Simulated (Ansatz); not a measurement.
A series in volume scale on Rh

All results are calculated (Ansatz 0.2.0). Periodic Kohn-Sham DFT of a crystal at fixed atoms, scaled to volume_scale times the given cell; pressure positive in compression, energy less spherical unpolarised free atoms, largest_vzz the field gradient of largest size among the nuclei.

The cell before it is scaled or strained (space group Fm-3m, No. 225):
```
Rh
1.0
      0.0000     1.9016     1.9016
      1.9016     0.0000     1.9016
      1.9016     1.9016     0.0000
Rh
1
Direct
  0.00000 0.00000 0.00000
```

Settings of every row: method frozen-core PAW; functional LDA; relativity scalar; k mesh 16x16x16; filling fermi-dirac; smearing width 0.03 eV; wave cutoff 420 eV; paw set soft_2.

Atom start moment: 0 on all atoms.

Limits: PAW files made with PBE.

```
row  volume scale  V (Å³/atom)  pressure (GPa)
  1          0.94       12.928           7.677
  2          0.96       13.203           0.569
  3          0.98       13.476            -5.7
  4          0.99       13.615          -8.548
  5             1       13.752         -11.221
  6          1.01        13.89         -13.728
  7          1.02       14.026          -16.08
  8          1.04       14.301               ?
  9          1.06       14.578         -24.093
```

Question: what pressure should row 8 give?

Worked fit of pressure. Take u = (V_r/V)^(2/3) − 1 with V_r = 13.684 Å³ an atom, which is twice the finite (Eulerian) strain; such expansions in the strain, on which the Birch-Murnaghan equation of state is built, carry the rest volume and the bulk modulus. The shown rows have u = 0.03861, 0.02414, 0.01026, 0.00338, -0.0033, -0.00991, -0.01632, -0.04131. Least squares give pressure = −9.9208 + 400.97 × u + 1408.46 × u² GPa; a straight line predicts inner rows, each left out in turn, worse (root mean square 0.67 against 0.027 GPa). The rows lie off it by 0.017, -0.010, -0.041, 0.001, 0.008, 0.028, 0.009, -0.012 (root mean square 0.02 GPa). The pressure vanishes at u = 0.0229, or V = 13.23 Å³ an atom, and there the bulk modulus at fixed shape and fractions is B = −V dP/dV = (2/3)(1 + u) dP/du = 317 GPa. The withheld row has u = -0.02897, so the fit gives −9.9208 + 400.97 × (-0.02897) + 1408.46 × (-0.02897)² = -20.355 GPa.

The calculation gave -20.349 GPa. The fit lies 0.006 GPa (0.019 % of the column's range) below it; its largest miss of a shown row is 0.041 GPa.
